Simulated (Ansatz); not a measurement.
# The atomisation energy (no zero-point term) down a group: F to I

All atoms of one element are swapped for its congeners: InF3 `[F][In]([F])[F]`; InCl3 `[Cl][In]([Cl])[Cl]`; InBr3 (indium tribromide) `[Br][In]([Br])[Br]`; InI3 (indium triiodide) `[I][In]([I])[I]`. All are singlets with charge 0.

Shapes, held fixed at every level: PBE0-D4/def2-TZVP. Programs: Ansatz 0.2.0. Values in eV.

```json
{"level": "HF/def2-SVP", "InF3": "7.64", "InCl3": "7.41", "InI3": "5.28"}
{"level": "HF/def2-TZVPP", "InF3": "8.00", "InCl3": "7.59", "InI3": "5.39"}
{"level": "r2SCAN-D4/def2-TZVPP", "InF3": "12.68", "InCl3": "10.46", "InI3": "7.93"}
{"level": "PBE0-D4/def2-TZVPP", "InF3": "12.24", "InCl3": "10.30", "InI3": "7.90"}
{"level": "wB97M-V/def2-TZVPP", "InF3": "12.59", "InCl3": "10.40", "InI3": "7.54"}
{"level": "CCSD(T)/def2-SVP", "InF3": "11.54", "InCl3": "9.34", "InI3": "7.08"}
{"level": "CCSD(T)/def2-TZVPP", "InF3": "12.23", "InCl3": "9.92", "InI3": "7.57"}
```

(1) Estimate the column for InBr3 from its neighbours.

Answers

(1) The mean of the neighbours at CCSD(T)/def2-TZVPP is 8.75 eV, against 8.93 from the run. All rows: HF/def2-SVP 6.56; HF/def2-TZVPP 6.69; r2SCAN-D4/def2-TZVPP 9.41; PBE0-D4/def2-TZVPP 9.23; wB97M-V/def2-TZVPP 9.03; CCSD(T)/def2-SVP 8.46; CCSD(T)/def2-TZVPP 8.93 eV. At CCSD(T)/def2-TZVPP the atomisation energy falls at every step, from 12.23 to 7.57 eV. Every level shows the same order. For atoms past krypton def2 sets carry core potentials with scalar relativity. Relativity is left out for Br unless named. Correlated rows may include outer-core shells of Br, I, In, which these sets cover unevenly. Spin-orbit coupling, which grows down the group, is left out (summed over each molecule's free atoms 0.23, 0.29, 0.64, 1.13 eV).

The In–X bonds weaken steadily from fluoride to iodide. Fluorine's high electronegativity and compact 2p shell give short, strongly polar bonds with a large electrostatic contribution. Down the group the charge separation shrinks, the bonds lengthen, and the more diffuse halogen p orbitals overlap less effectively with indium 5s and 5p.

Hartree–Fock keeps the order but almost erases the step from fluoride to chloride, 8.00 against 7.59 eV in the larger basis, where CCSD(T) gives 12.23 and 9.92 eV. Correlation therefore adds most to the binding of the fluoride, probably because electron pairs are crowded into the small fluorine valence shell as charge moves onto it.

The bromide lies closer to the chloride than to the iodide at every level, in keeping with the weak screening by bromine's filled 3d shell. Spin–orbit coupling stabilises the heavier free atoms most, so including it should steepen the decline rather than reverse it. Atomisation energies alone do not settle whether the trihalides resist loss of halogen to form indium(I) halides.
